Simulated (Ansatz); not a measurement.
# A series in volume per atom on Pt

All results are calculated (Ansatz 0.2.0 development build). Equation of state of a cubic crystal from periodic Kohn-Sham density functional theory without spin; pressure corrected for the finite basis.

Cell of the first row (space group Fm-3m, No. 225):
```
cell vectors (Å)
   0.0000     1.9450     1.9450
   1.9450     0.0000     1.9450
   1.9450     1.9450     0.0000
atoms (fractions of the cell vectors)
Pt  0.00000  0.00000  0.00000
```

Settings of every row: formula Pt; structure type fcc; functional PBE; spin treatment none; k mesh 47x47x47; occupation method fermi-dirac; occupation width 0.061225619 eV; wave cutoff 420 eV; datasets soft-1 PAW; density cutoff ratio 4.

Limits: no spin-orbit coupling, which can matter with elements this heavy.

| row | volume per atom (Å³) | pressure (GPa) | energy above lowest point (meV/atom) |
| --- | --- | --- | --- |
| 1 | 14.716 | 17.976 | 48.93 |
| 2 | 15.029 | 11.154 | 20.61 |
| 3 | 15.342 | 5.152 | 4.8 |
| 4 | 15.656 | -0.125 | 0 |
| 5 | 15.969 | -4.76 | 4.87 |
| 6 | 16.282 | ? | ? |
| 7 | 16.595 | -12.387 | 39.04 |

Question: what pressure and energy above lowest point should row 6 give?

Worked fit of pressure. Take u = (V_r/V)^(2/3) − 1 with V_r = 15.499 Å³ an atom, which is twice the finite (Eulerian) strain; such expansions in the strain, on which the Birch-Murnaghan equation of state is built, carry the rest volume and the bulk modulus. The shown rows have u = 0.03516, 0.02074, 0.00681, -0.0067, -0.01972, -0.04453. Least squares give pressure = 2.4277 + 391.071 × u + 1391.21 × u² + 1804 × u³ GPa; a parabola predicts inner rows, each left out in turn, worse (root mean square 0.036 against 0.0075 GPa). The rows lie off it by 0.000, 0.001, -0.004, 0.006, -0.003, 0.000 (root mean square 0.0032 GPa). The pressure vanishes at u = -0.0064, or V = 15.65 Å³ an atom, and there the bulk modulus at fixed shape and fractions is B = −V dP/dV = (2/3)(1 + u) dP/du = 247 GPa. The withheld row has u = -0.03232, so the fit gives 2.4277 + 391.071 × (-0.03232) + 1391.21 × (-0.03232)² + 1804 × (-0.03232)³ = -8.819 GPa.

The calculation gave -8.826 GPa. The fit lies 0.007 GPa (0.023 % of the column's range) above it; its largest miss of a shown row is 0.006 GPa.

Worked fit of energy above lowest point. Take u = (V_r/V)^(2/3) − 1 with V_r = 15.499 Å³ an atom, which is twice the finite (Eulerian) strain; such expansions in the strain, on which the Birch-Murnaghan equation of state is built, carry the rest volume and the bulk modulus. The shown rows have u = 0.03516, 0.02074, 0.00681, -0.0067, -0.01972, -0.04453. Least squares give energy above lowest point = 1.103 + 351.99 × u + 27952.7 × u² + 20584 × u³ meV/atom; a parabola predicts inner rows, each left out in turn, worse (root mean square 0.41 against 0.009 meV/atom). The rows lie off it by 0.00, 0.00, 0.00, 0.01, 0.00, 0.00. Its lowest point lies at u = -0.0063, or V = 15.65 Å³ an atom, and the curvature there gives the bulk modulus at fixed shape and fractions, B = (4/9)(1 + u)² E″(u)/V = 248 GPa. The withheld row has u = -0.03232, so the fit gives 1.103 + 351.99 × (-0.03232) + 27952.7 × (-0.03232)² + 20584 × (-0.03232)³ = 18.23 meV/atom.

The calculation gave 18.23 meV/atom. The fit meets it to the printed digit.
